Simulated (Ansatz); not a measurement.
# V: pressure and energy change per atom as volume scale varies

Plane-wave DFT, scalar-relativistic PAW made under PBE with cores redone for the functional, no dispersion; the given relaxed cell is scaled uniformly, energy at zero smearing counts from the unscaled cell, pressure at the given Fermi-Dirac smearing is positive in compression. The results are calculated, by Ansatz 0.2.0.

The cell before it is scaled or strained (space group Im-3m, No. 229):
```
V
1.0
     -1.4918     1.4918     1.4918
      1.4918    -1.4918     1.4918
      1.4918     1.4918    -1.4918
V
1
Direct
  0.00000 0.00000 0.00000
```

Settings of every row: spin polarised no; functional r2SCAN; wave cutoff 500 eV; smearing width 0.1 eV; k mesh 24x24x24.

Atom starting moment: 0 on all atoms.

```
row  volume scale  V (Å³/atom)  pressure (GPa)  energy change per atom (meV)
  1          0.88       11.686           31.13                        136.93
  2          0.92       12.217           18.75                         56.01
  3          0.96       12.749            8.51                         12.54
  4          1.04       13.811           -6.95                            13
  5          1.08       14.342               ?                             ?
  6          1.12       14.873          -17.51                          98.7
```

Question: what pressure and energy change per atom should row 5 give?

Worked fit of pressure. Take u = (V_r/V)^(2/3) − 1 with V_r = 12.749 Å³ an atom, which is twice the finite (Eulerian) strain; such expansions in the strain, on which the Birch-Murnaghan equation of state is built, carry the rest volume and the bulk modulus. The shown rows have u = 0.05976, 0.02882, 0, -0.05194, -0.09763. Least squares give pressure = 8.526 + 335.56 × u + 707.5 × u² GPa; a straight line predicts inner rows, each left out in turn, worse (root mean square 2 against 0.058 GPa). The rows lie off it by 0.02, -0.03, -0.02, 0.04, -0.02. The pressure vanishes at u = -0.0269, or V = 13.28 Å³ an atom, and there the bulk modulus at fixed shape and fractions is B = −V dP/dV = (2/3)(1 + u) dP/du = 193 GPa. The withheld row has u = -0.07549, so the fit gives 8.526 + 335.56 × (-0.07549) + 707.5 × (-0.07549)² = -12.77 GPa.

The calculation gave -12.74 GPa. The fit lies 0.03 GPa (0.062 % of the column's range) below it; its largest miss of a shown row is 0.04 GPa.

Worked fit of energy change per atom. Take u = (V_r/V)^(2/3) − 1 with V_r = 12.749 Å³ an atom, which is twice the finite (Eulerian) strain; such expansions in the strain, on which the Birch-Murnaghan equation of state is built, carry the rest volume and the bulk modulus. The shown rows have u = 0.05976, 0.02882, 0, -0.05194, -0.09763. Least squares give energy change per atom = 12.371 + 960.12 × u + 18873.1 × u² meV; a straight line predicts inner rows, each left out in turn, worse (root mean square 54 against 0.54 meV). The rows lie off it by -0.22, 0.29, 0.17, -0.42, 0.17 (root mean square 0.27 meV). The withheld row has u = -0.07549, so the fit gives 12.371 + 960.12 × (-0.07549) + 18873.1 × (-0.07549)² = 47.44 meV.

The calculation gave 47.12 meV. The fit lies 0.32 meV (0.26 % of the column's range) above it; its largest miss of a shown row is 0.42 meV.
